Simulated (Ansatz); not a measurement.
AlNH2F (SMILES [NH2][Al][F]): where methods fail along a bond

The species is AlNH2F (5 atoms), meant as a doublet with charge 0. SMILES: `[NH2][Al][F]`. The coordinates come from a PBE0-D4/def2-TZVP relaxation. This is one conformer, not always the lowest.

```xyz
5

N    -0.3847    0.4990   -0.2638
Al    0.6320   -0.2828    0.9495
F     1.2287   -1.7868    0.5900
H    -0.8043    1.4083   -0.1627
H    -0.6217    0.0886   -1.1544
```

The N1–H5 distance is scanned; the parts on either side stay rigid. Basis STO-3G, 7 core orbitals frozen in the correlated methods; program Ansatz 0.2.0. FCI is exact within this basis and core. Energies in eV from each method's value at 1.009 Å; open shells run as named. The shape above is that at 1.009 Å.

```json
{"distance (Å)": "1.009", "UHF": "0.00", "UBLYP": "0.00", "UB3LYP": "0.00", "U-wB97X": "0.00", "UB2PLYP": "0.00", "FCI": "0.00"}
{"distance (Å)": "1.261", "UHF": "1.13", "UBLYP": "0.59", "UB3LYP": "0.74", "U-wB97X": "0.86", "UB2PLYP": "0.81", "FCI": "0.71"}
{"distance (Å)": "1.513", "UHF": "3.05", "UBLYP": "1.95", "UB3LYP": "2.31", "U-wB97X": "2.61", "UB2PLYP": "2.48", "FCI": "2.23"}
{"distance (Å)": "2.018", "UHF": "4.35", "UBLYP": "3.85", "UB3LYP": "4.38", "U-wB97X": "4.93", "UB2PLYP": "4.55", "FCI": "4.00"}
```

Departure from the FCI curve at its largest: UHF +0.83 eV at 1.51 Å; UBLYP -0.27 eV at 1.51 Å; UB3LYP +0.38 eV at 2.02 Å; U-wB97X +0.93 eV at 2.02 Å; UB2PLYP +0.56 eV at 2.02 Å. For the functionals part of the departure is owed to the small basis.

Stretching N–H weakens the overlap between the nitrogen hybrid and hydrogen 1s, so the bonding pair becomes increasingly left-right correlated. UHF misses much of this correlation at intermediate stretch, where its curve is too steep. By 2.018 Å its excess over FCI has shrunk, probably because spin polarisation by then localises the electrons on the separating fragments. The hybrids and the double hybrid behave differently, with errors that grow at every step, while UBLYP stays below FCI at all stretched points. U-wB97X even ends above UHF, so a method's error at moderate stretch is a poor guide to its error further out.

The radical centre adds a complication. Losing hydrogen from nitrogen can let the odd electron, formally on Al(II), pair with the one left on nitrogen, giving Al–N π bonding and moving the spin to the departing atom. This suggests a recoupling of three electrons rather than simple two-electron homolysis. The FCI curve is still climbing steeply at the end of the scan, so its last value isn't a dissociation energy.
